\section*{Appendix: Surface energy and surface stress in the ripening of Pt particles}

\subsection*{Problem}

Clean single-crystal Pt particles with diameters $D=2$, 4, 6 and 10~nm coarsen at $T=900$~K by exchanging atoms. They rest on a weakly interacting oxide, as in a supported catalyst or in an array of metal dots annealed on SiO$_2$. Treat each particle as a free, dislocation-free elastic sphere at zero external pressure. The radius $R=D/2$ is the \emph{reference} radius, fixed by the number of atoms $N$ through $4\pi R^3/3=N\Omega$, where $\Omega$ is the atomic volume of the unstrained bulk crystal. The surface free energy $\gamma$ is taken per unit unstrained area, and the surface stress $f$ is isotropic and positive when tensile.

\medskip\noindent\emph{Compiled values for bulk Pt.} $C_{11}=346.7$~GPa and $C_{12}=250.7$~GPa at room temperature (Blaschke); bulk modulus 288.4~GPa at 0~K (Li 2021); linear expansion coefficient $\alpha=8.8\times10^{-6}$~K$^{-1}$ at 293~K (Kaye and Laby).

\medskip\noindent\emph{Assumed inputs.} Lattice constant $a\approx3.92$~\AA\ (fcc, approximate room-temperature value); $\gamma=2.4$~J\,m$^{-2}$ and $f=5.0$~N\,m$^{-1}$, typical magnitudes for clean Pt surfaces; partial atomic volume of interstitial hydrogen $\Omega_{\rm H}=2.9$~\AA$^3$, typical of fcc metals.

\begin{enumerate}
\item[(a)] Find the internal pressure and the lattice strain.
\item[(b)] Find the chemical potential $\mu$ of Pt relative to the flat crystal, $\Delta\mu=\mu-\mu_0$.
\item[(c)] Find the Pt activity $S=\exp(\Delta\mu/k_{\rm B}T)$ in equilibrium with each particle, and the critical size when the surroundings hold Pt at $\Delta\mu_\infty=200$~meV.
\item[(d)] Find the shift of the chemical potential of dilute interstitial H inside the particle.
\item[(e)] Estimate the neglected terms.
\end{enumerate}

\subsection*{Solution}

\paragraph{Free energy.} A surface can be enlarged in two ways. Bringing atoms to it at fixed strain costs $\gamma$ per unit area. Stretching it at fixed atom number costs $f_{ij}\,{\rm d}\varepsilon_{ij}$ per unit reference area, so an equal biaxial strain $\varepsilon$ changes $\gamma$ into $\gamma+2f\varepsilon$. With $\gamma_{\rm E}$ counted per unit actual area this is the Shuttleworth relation $f_{ij}=\gamma_{\rm E}\delta_{ij}+\partial\gamma_{\rm E}/\partial\varepsilon_{ij}$. An isotropic $f$ on a sphere acts on the interior as a uniform normal traction. A cubic crystal responds to it with a uniform dilatation, of linear strain $\varepsilon$ and volume strain $3\varepsilon$, so only the bulk modulus $K$ enters and the strain energy density is $\tfrac12K(3\varepsilon)^2$. To second order in $\varepsilon$ in the bulk and first order at the surface,
\begin{equation}
G(N,\varepsilon)=N\mu_0+4\pi R^2(\gamma+2f\varepsilon)+6\pi R^3K\varepsilon^2 .
\label{eq:G}
\end{equation}
The two variables answer different questions: $\partial G/\partial\varepsilon=0$ is mechanical equilibrium, and ${\rm d}G/{\rm d}N$ is the chemical potential. The material constants are
\begin{equation}
K=\frac{C_{11}+2C_{12}}{3}=\frac{848.1~{\rm GPa}}{3}=282.7~{\rm GPa},\qquad
\Omega=\frac{a^3}{4}=15.06~\text{\AA}^3 .
\end{equation}
The particles hold from $N=278$ ($D=2$~nm) to $3.5\times10^4$ atoms ($D=10$~nm). A useful conversion is $1~{\rm J\,m^{-2}}\times1~\text{\AA}^3/1~{\rm nm}=10^{-21}~{\rm J}=6.242$~meV.

\paragraph{(a) Pressure and strain.} Setting $8\pi R^2f+12\pi R^3K\varepsilon=0$ gives
\begin{equation}
\varepsilon=-\frac{2f}{3KR},\qquad P=-3K\varepsilon=\frac{2f}{R}.
\label{eq:P}
\end{equation}
The surface energy $\gamma$ does not appear. For $R=1$~nm, $P=2(5.0~{\rm N\,m^{-1}})/(10^{-9}~{\rm m})=10.0$~GPa and $\varepsilon=-10.0~{\rm GPa}/848.1~{\rm GPa}=-1.18\%$. The actual radius is $r=R(1+\varepsilon)=R-2f/(3K)$, so every particle shrinks by the same 0.0118~nm.

\paragraph{(b) Chemical potential.} Inserting Eq.~\eqref{eq:P} in Eq.~\eqref{eq:G}, the surface term $8\pi R^2f\varepsilon=-16\pi f^2R/(3K)$ and the bulk term $+8\pi f^2R/(3K)$ combine to
\begin{equation}
G(N)=N\mu_0+4\pi R^2\gamma-\frac{8\pi f^2}{3K}R .
\label{eq:Grel}
\end{equation}
Since ${\rm d}R/{\rm d}N=\Omega/(4\pi R^2)$,
\begin{equation}
\mu=\mu_0+\frac{2\gamma\Omega}{R}-\frac{2f^2\Omega}{3KR^2}
=\mu_0+\frac{2\gamma\Omega}{R}\left(1-\frac{\delta_f}{R}\right),\qquad
\delta_f=\frac{f^2}{3K\gamma}.
\label{eq:mu}
\end{equation}
Because $G$ is stationary in $\varepsilon$, the same result follows by adding an atom at fixed strain. The atom acquires the strain energy $\tfrac92K\varepsilon^2\Omega=2f^2\Omega/(KR^2)$ and creates the reference area $2\Omega/R$ at the price $\gamma+2f\varepsilon$, whose second part contributes $-8f^2\Omega/(3KR^2)$. No term linear in $f$ arises, because a Pt atom joins the crystal by extending the lattice at the surface and does no work against the interior pressure. For $R=1$~nm,
\begin{align}
\frac{2\gamma\Omega}{R}&=2\times2.4\times15.06\times6.242~{\rm meV}=451~{\rm meV},\\
\delta_f&=\frac{(5.0~{\rm N\,m^{-1}})^2}{(848.1\times10^{9}~{\rm Pa})(2.4~{\rm J\,m^{-2}})}=0.0123~{\rm nm},
\end{align}
and the elastic term is $16.6-22.2\simeq-5.5$~meV, which is 1.2\% of the capillary term.

\begin{center}
\begin{tabular}{ccccccc}
\hline
$D$ & $P$ & $\varepsilon$ & $2\gamma\Omega/R$ & $-2f^2\Omega/3KR^2$ & $\Delta\mu$ & $P\Omega$\\
(nm) & (GPa) & (\%) & (meV) & (meV) & (meV) & (meV)\\
\hline
2 & 10.0 & $-1.18$ & 451 & $-5.5$ & 446 & 940\\
4 & 5.0 & $-0.59$ & 226 & $-1.4$ & 224 & 470\\
6 & 3.3 & $-0.39$ & 150 & $-0.62$ & 150 & 313\\
10 & 2.0 & $-0.24$ & 90 & $-0.22$ & 90 & 188\\
\hline
\end{tabular}
\end{center}

The last digits serve only to display the elastic term; part (e) shows that they carry no further meaning. The column $P\Omega$ is the first-order cost of adding a lattice site in the \emph{interior}, at a climbing dislocation. It exceeds the surface value by $2(f-\gamma)\Omega/R$, or 489~meV at 2~nm. A dislocation-free particle has no interior source or sink of sites, so this difference persists and $P\Omega$ plays no part in the exchange of atoms between particles.

A liquid drop tests the signs and factors. Written with the actual radius, $R=r+2f/(3K)$, Eq.~\eqref{eq:mu} becomes, to order $r^{-2}$,
\begin{equation}
\Delta\mu=\frac{2\gamma\Omega}{r}-\frac{2f(f+2\gamma)\,\Omega}{3Kr^2}.
\label{eq:mur}
\end{equation}
For a liquid $f=\gamma$, and Eq.~\eqref{eq:mur} gives $2\gamma\Omega/r-2\gamma^2\Omega/(Kr^2)$. The Gibbs--Duhem integral $\int_0^P\Omega(1-p/K)\,{\rm d}p=P\Omega-P^2\Omega/(2K)$ with $P=2\gamma/r$ gives the same expression.

\paragraph{(c) Ripening.} At 900~K, $k_{\rm B}T=77.6$~meV. The dilute mobile Pt (vapour or adatoms) in equilibrium with a particle has its concentration raised by $S$ over that at a flat crystal; the values are in the second table. Between the 2 and 10~nm particles the difference in $\mu$ is 356~meV and the ratio of activities is 98. Dropping the $f^2$ term gives 105; at 2~nm that term multiplies $S$ by 0.93. Using $P\Omega$ as the driving force would give 752~meV and a ratio of $1.6\times10^4$, too large by a factor $1.7\times10^2$.

A particle grows if its $\Delta\mu$ lies below $\Delta\mu_\infty$. With $R_0=2\gamma\Omega/\Delta\mu_\infty$, Eq.~\eqref{eq:mu} gives $R^2-R_0R+R_0\delta_f=0$, whose physical (larger) root is
\begin{equation}
R^*=\tfrac12\left[R_0+\sqrt{R_0^2-4R_0\delta_f}\right]\simeq R_0-\delta_f .
\end{equation}
For 200~meV, $R_0=2.256$~nm and $R^*=2.244$~nm, so the critical diameter is 4.5~nm with or without the elastic term: the 2 and 4~nm particles shrink, and the 6 and 10~nm particles grow. Replacing $\gamma$ by $f$ would put it at 9.4~nm and reverse the fate of the 6~nm particle.

\paragraph{(d) Interstitial hydrogen.} An interstitial creates no lattice site and no reference area, so $R$ and the term in $\gamma$ stay fixed. It does swell the lattice. For $n$ atoms of volume $\Omega_{\rm H}$, each a centre of isotropic dilatation, the stress-free linear strain is $\varepsilon^*=n\Omega_{\rm H}/(4\pi R^3)$ and the bulk term in Eq.~\eqref{eq:G} becomes $6\pi R^3K(\varepsilon-\varepsilon^*)^2$. The minimum moves to $\varepsilon=\varepsilon^*-2f/(3KR)$, and $G$ gains $8\pi R^2f\varepsilon^*=2f\Omega_{\rm H}n/R$. At fixed concentration $c$, therefore,
\begin{equation}
\Delta\mu_{\rm H}=P\,\Omega_{\rm H}=\frac{2f\Omega_{\rm H}}{R},\qquad
\frac{c}{c_\infty}=\exp\left(-\frac{2f\Omega_{\rm H}}{Rk_{\rm B}T}\right),
\label{eq:H}
\end{equation}
where the second form holds for an ideal dilute solution at fixed external $\mu_{\rm H}$ and $c_\infty$ is the bulk solubility. For $R=1$~nm, $\Delta\mu_{\rm H}=2\times5.0\times2.9\times6.242~{\rm meV}=181$~meV.

\begin{center}
\begin{tabular}{cccc}
\hline
$D$ (nm) & $S$ (Pt) & $\Delta\mu_{\rm H}$ (meV) & $c/c_\infty$ (H)\\
\hline
2 & $3.1\times10^2$ & 181 & 0.097\\
4 & 18 & 90.5 & 0.31\\
6 & 6.9 & 60.3 & 0.46\\
10 & 3.2 & 36.2 & 0.63\\
\hline
\end{tabular}
\end{center}

Since $\mu_{\rm H}=\tfrac12\mu_{{\rm H}_2}$ and the gas is ideal, restoring the bulk content in the 2~nm particle needs an H$_2$ pressure higher by $\exp(2\Delta\mu_{\rm H}/k_{\rm B}T)=1.1\times10^2$. Equation~\eqref{eq:H} refers to interior sites at low surface coverage. Adsorbed hydrogen changes $f$, and sites next to the surface have their own binding energies. Terms of relative order $P/K$, 3.5\% at 2~nm, are omitted.

\paragraph{(e) Neglected terms.} All numbers below are for $D=2$~nm.

\emph{Surface stiffness.} Adding $2K_s\varepsilon^2$ to $\gamma+2f\varepsilon$, so that the stress becomes $f+2K_s\varepsilon$, and defining $L=4K_s/(3K)$, the same minimisation gives
\begin{equation}
P=\frac{2f}{R+L},\qquad
\Delta\mu=\frac{2\gamma\Omega}{R}-\frac{2f^2\Omega}{3KR^2}\left[1-\frac{L^2}{(R+L)^2}\right].
\end{equation}
Here $P=-3K\varepsilon$ as before. An illustrative $K_s=10$~N\,m$^{-1}$ gives $L=0.047$~nm. This lowers $P$, $|\varepsilon|$ and $\Delta\mu_{\rm H}$ by 4.5\% but changes $\Delta\mu$ by only 0.01~meV. The leading correction to $G$ is independent of $R$ and drops out of the derivative. The cubic anharmonic term of the bulk scales as $R^3\varepsilon^3\propto R^0$ and drops out for the same reason.

\emph{Curvature.} If $\gamma(R)=\gamma(1-2\delta_c/R)$, then $G$ gains $-8\pi\gamma\delta_cR$ and $\mu$ gains $-2\gamma\Omega\delta_c/R^2$. This has the same $R$ dependence as the elastic term, and only the sum $\delta_c+\delta_f$ appears in $\mu(R)$. Edge energies of a facetted particle enter in the same way. An illustrative $|\delta_c|$ of one (111) spacing, $a/\sqrt3=0.226$~nm, gives 102~meV, 18 times the $f^2$ term, and changes $S$ by a factor 3.7. The $f^2$ term therefore cannot be isolated from the size dependence of $\mu$.

\emph{Definition of the radius.} By Eq.~\eqref{eq:mur}, use of the actual radius adds $-4\gamma f\Omega/(3Kr^2)=-5.3$~meV at $r=1$~nm, and the second-order term becomes $-10.9$~meV. Its coefficient has a meaning only when the radius convention is stated.

\emph{Inputs and temperature.} A change of 0.3~J\,m$^{-2}$ in $\gamma$ moves $\Delta\mu$ by 56~meV. Holding $\alpha$ constant, $\Omega$ grows by $3\alpha(900-293)~{\rm K}=1.6\%$, which adds 7~meV at fixed $R$, more than the $f^2$ term. The compiled 0~K modulus lies 2.0\% above the room-temperature $K$ used here, and an assumed softening of 10\% at 900~K would enlarge the $f^2$ term by 0.6~meV.

\emph{Anisotropy.} When $\gamma$ depends on the surface normal, displacing the surface also tilts it, and the first-order potential takes the Herring form
\begin{equation}
\Delta\mu=\Omega\left[\left(\gamma+\frac{\partial^2\gamma}{\partial\theta_1^2}\right)\kappa_1
+\left(\gamma+\frac{\partial^2\gamma}{\partial\theta_2^2}\right)\kappa_2\right],
\end{equation}
where $\kappa_{1,2}$ are the principal curvatures, positive for a convex body, and $\theta_{1,2}$ are rotations of the normal in the principal planes. On a sphere with $\gamma=\gamma(\theta)$, $\theta$ the polar angle, this reads $(\Omega/R)(2\gamma+\gamma''+\gamma'\cot\theta)$. The last two terms are the Laplacian on the unit sphere, with eigenvalue $-l(l+1)$. The lowest anisotropy allowed by cubic symmetry has $l=4$. For the axial example $\gamma=\gamma_0[1+\eta P_4(\cos\theta)]$, with $P_4$ the Legendre polynomial,
\begin{equation}
\Delta\mu(\theta)=\frac{2\gamma_0\Omega}{R}\left[1-9\eta P_4(\cos\theta)\right].
\end{equation}
An illustrative $\eta=0.02$ lowers $\mu$ at the poles by 18\%, or 81~meV, while the surface average remains $2\gamma_0\Omega/R$. The sphere is then out of equilibrium and relaxes to the Wulff shape. For a Wulff polyhedron with facet areas $A_i$ at distances $h_i\propto\gamma_i$ from the centre, the volume is $V=\tfrac13\sum_ih_iA_i$ and the surface energy $G_s=\sum_i\gamma_iA_i=3V\gamma_j/h_j$, for any facet $j$, scales as $N^{2/3}$. Hence $\Delta\mu=2G_s/(3N)=2\gamma_j\Omega/h_j$. This is the first term of Eq.~\eqref{eq:mu}, with $R$ the radius of the sphere of equal volume and $\gamma$ read as $G_s/(4\pi R^2)$. Anisotropy changes the value of $\gamma$ to be used and introduces no term linear in $f$.

\paragraph{Range of validity.} The model's results for 2~nm are $P\approx10$~GPa, a contraction of about 1.2\%, $\Delta\mu\approx0.45$~eV and $\Delta\mu_{\rm H}\approx0.18$~eV; they fall nearly as $1/D$ to 2~GPa, 0.24\%, 0.09~eV and 0.04~eV at 10~nm. They rest on the assumed $\gamma$, $f$ and $\Omega_{\rm H}$ and belong to the model. As typical knowledge, real Pt particles near 2~nm that carry adsorbates contract by roughly 0.5 to 1\%, so the model overstates $P$, $|\varepsilon|$ and $\Delta\mu_{\rm H}$ by up to a factor of about two; and low-coordinated edge and corner atoms typically raise $\Delta\mu$ at this size by several tens of per cent above the constant-$\gamma$ value, while adhesion to the support lowers it. The division of roles survives these uncertainties. Processes that create or remove lattice sites at the surface, such as ripening, evaporation and dissolution, depend on $\gamma$ at order $1/R$ and on $f$ only at order $f^2/(KR^2)$. Lattice strain and the solubility of interstitials depend on $f$ at order $1/R$ and are independent of $\gamma$.